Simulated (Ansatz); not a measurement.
A ladder of methods for CH2NSi (SMILES N#C[SiH2])

CH2NSi has 5 atoms, charge 0, and is taken as a doublet. As SMILES, `N#C[SiH2]`. Geometry: relaxed at PBE0-D4/def2-TZVP.

Each level gives the vertical energy of the quartet above the doublet (eV). The values are calculated.

| level | kind | program | value (eV) | less FCI/STO-3G |
| --- | --- | --- | --- | --- |
| USVWN5/STO-3G | LDA | Ansatz | 7.86 | +0.38 |
| UPBE/STO-3G | GGA | Ansatz | 7.61 | +0.13 |
| U-r2SCAN0/STO-3G | hybrid meta-GGA | Ansatz | 7.17 | -0.31 |
| U-wB97X/STO-3G | range-separated hybrid | Ansatz | 7.52 | +0.04 |
| UCAM-B3LYP/STO-3G | range-separated hybrid | Ansatz | 7.41 | -0.07 |
| UMP2/STO-3G | perturbation theory | Ansatz | 8.13 | +0.65 |
| UCCSD/STO-3G | coupled cluster or CI | Ansatz | 7.59 | +0.11 |
| UCCSDT/STO-3G | coupled cluster or CI | Ansatz | 7.38 | -0.10 |
| FCI/STO-3G | exact in the basis | Ansatz | 7.48 | 0.00 |

FCI/STO-3G is exact within its basis and frozen core, so for wave-function methods in that basis the difference is their error; functionals converge differently with the basis, so for them it is only a difference. The values span 7.17 to 8.13 eV. Spin contamination of the reference (⟨S²⟩ at least 0.1 too high) touches UMP2/STO-3G, UCCSD/STO-3G, UCCSDT/STO-3G. All rows use very small basis sets, so none should be taken for the real molecule's value.

Every level places the quartet far above the doublet, so the ordering of these two states doesn't depend on the treatment of correlation, although the size of the gap does. The doublet is essentially a silyl-type radical, with its unpaired electron largely on silicon and some delocalisation into the cyano π system. A quartet requires a further electron pair to be uncoupled, probably by π→π* promotion in the C≡N unit, and the loss of bonding makes this costly.

Along the wave-function series, the gap falls from UMP2 through UCCSD to UCCSDT, but it passes below the FCI value instead of settling onto it. The triples therefore reverse the sign of the error while hardly reducing its size, which suggests an uneven description of the two spin states, with partial cancellation between their errors. The functionals fall on both sides of FCI, and even the two range-separated hybrids differ in sign. A vertical gap also leaves open how far the quartet would drop on relaxation, which could be considerable if a π bond is weakened.
